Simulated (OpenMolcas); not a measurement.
## doublet [SnH4]+: a scaling law for ROMP2

[SnH4]+: 5 atoms, total charge +1, spin state doublet. As SMILES of the parent species, `[SnH4]`. The shape is that of a PBE0-D4/def2-TZVP optimisation. That shape belongs to the parent species and isn't relaxed for this state.

ROMP2 (core potential), 4 core orbitals frozen, energy, OpenMolcas 26.06, on 1 thread of Arm Neoverse V2, shared host. N is the number of basis functions, t the processor time.

| basis | N | t (s) | ln N | ln t |
| --- | --- | --- | --- | --- |
| def2-SVP | 46 | 4.2 | 3.829 | 1.435 |
| def2-SVPD | 64 | 7.4 | 4.159 | 2.001 |
| def2-TZVP | 74 | 10 | 4.304 | 2.303 |
| def2-TZVPD | 92 | 19 | 4.522 | 2.944 |
| def2-TZVPPD | 124 | ? | 4.820 | ? |

Q: Fit t = C·Nᵖ to the known rows and estimate the time in def2-TZVPPD.

A: 
1. Means of the 4 rows: ln N = 4.20350, ln t = 2.1707.
2. Σ(Δln N)² = 0.25377, Σ(Δln N·Δln t) = 0.54266, so the slope is 0.54266/0.25377 = 2.1384.
3. Intercept: 2.1707 − (2.1384) × 4.20350 = -6.8181. The largest residual of the fit is 0.092.
4. ln t = -6.8181 + 2.1384 × 4.820, so t ≈ 33 s.

The run took 60 s, so the estimate is too short by a factor of about 1.8. The fitted power is 2.1, with the electron count fixed. Fixed start-up costs flatten the line at the short runs, so it runs low for the long one.

The timings don't follow a single power law: the local slope steepens at every step, including the one to def2-TZVPPD. The fitted power of 2.1 is therefore an average over a changing mix of costs, not the asymptotic scaling of ROMP2. With the occupied space unchanged, a larger basis adds only virtual orbitals, but the work of computing four-index integrals and transforming them to the molecular-orbital basis grows much faster than the square of N. These steps probably take a growing share of the time as the fixed overhead fades.

N is also an incomplete measure of cost, because functions of higher angular momentum make each integral batch dearer, and diffuse functions weaken integral screening. The hole in the degenerate Sn–H bonding set of a tetrahedral parent may also make the number of SCF iterations vary between basis sets. Since the total times don't separate the SCF from the perturbative step, the fitted exponent can't be assigned to the correlation treatment alone.
